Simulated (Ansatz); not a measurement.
InF: energy less free atoms and pressure against volume per atom

Results calculated with Ansatz 0.2.0, not measured. Periodic Kohn-Sham DFT of a crystal at fixed atoms; pressure and stress are positive in compression; the energy is the free energy less that of spherical unpolarised free atoms; site moments are those in the method's own spheres, positive along +z.

Cell of the first row (space group F-43m, No. 216):
```
InF
1.0
      0.0000     2.9437     2.9437
      2.9437     0.0000     2.9437
      2.9437     2.9437     0.0000
In F
1 1
Direct
  0.00000 0.00000 0.00000
  0.25000 0.25000 0.25000
```

Settings of every row: method all-electron LAPW; functional PBE; relativity scalar; k mesh 13x13x13; filling fermi-dirac; smearing width 0.05 eV; basis error target 0.5 meV/atom; nucleus gaussian.

Atom start moment: 0 on all atoms.

Limits: the cell comes from a prototype or a list of computed structures and needn't be the stable phase.

| row | volume per atom (Å³) | energy less free atoms (eV/atom) | pressure (GPa) |
| --- | --- | --- | --- |
| 1 | 25.508 | -3.7018 | 1.562 |
| 2 | 26.308 | ? | ? |
| 3 | 27.121 | -3.7093 | 0.005 |
| 4 | 27.935 | -3.7077 | -0.609 |
| 5 | 28.749 | -3.7033 | -1.131 |

Question: what energy less free atoms and pressure should row 2 give?

Worked fit of energy less free atoms. Take u = (V_r/V)^(2/3) − 1 with V_r = 27.528 Å³ an atom, which is twice the finite (Eulerian) strain; such expansions in the strain, on which the Birch-Murnaghan equation of state is built, carry the rest volume and the bulk modulus. The shown rows have u = 0.05212, 0.00998, -0.00974, -0.02852. Least squares give energy less free atoms = −3.7089 − 0.079 × u + 4.127 × u² eV/atom; a straight line predicts inner rows, each left out in turn, worse (root mean square 0.0041 against 7.3e-05 eV/atom). All shown rows lie on it to the printed digit. Its lowest point lies at u = 0.0096, or V = 27.14 Å³ an atom, and the curvature there gives the bulk modulus at fixed shape and fractions, B = (4/9)(1 + u)² E″(u)/V = 22.1 GPa. The withheld row has u = 0.03068, so the fit gives −3.7089 − 0.079 × (0.03068) + 4.127 × (0.03068)² = -3.7074 eV/atom.

The calculation gave -3.7075 eV/atom. The fit lies 0.0001 eV/atom (1.3 % of the column's range) above it, one unit of the last digit.

Worked fit of pressure. Take u = (V_r/V)^(2/3) − 1 with V_r = 27.528 Å³ an atom, which is twice the finite (Eulerian) strain; such expansions in the strain, on which the Birch-Murnaghan equation of state is built, carry the rest volume and the bulk modulus. The shown rows have u = 0.05212, 0.00998, -0.00974, -0.02852. Least squares give pressure = −0.3149 + 31.22 × u + 91.86 × u² GPa; a straight line predicts inner rows, each left out in turn, worse (root mean square 0.091 against 0.0025 GPa). The rows lie off it by 0.000, -0.001, 0.001, 0.000. The pressure vanishes at u = 0.0098, or V = 27.13 Å³ an atom, and there the bulk modulus at fixed shape and fractions is B = −V dP/dV = (2/3)(1 + u) dP/du = 22.2 GPa. The withheld row has u = 0.03068, so the fit gives −0.3149 + 31.22 × (0.03068) + 91.86 × (0.03068)² = 0.729 GPa.

The calculation gave 0.727 GPa. The fit lies 0.002 GPa (0.074 % of the column's range) above it; its largest miss of a shown row is 0.001 GPa.
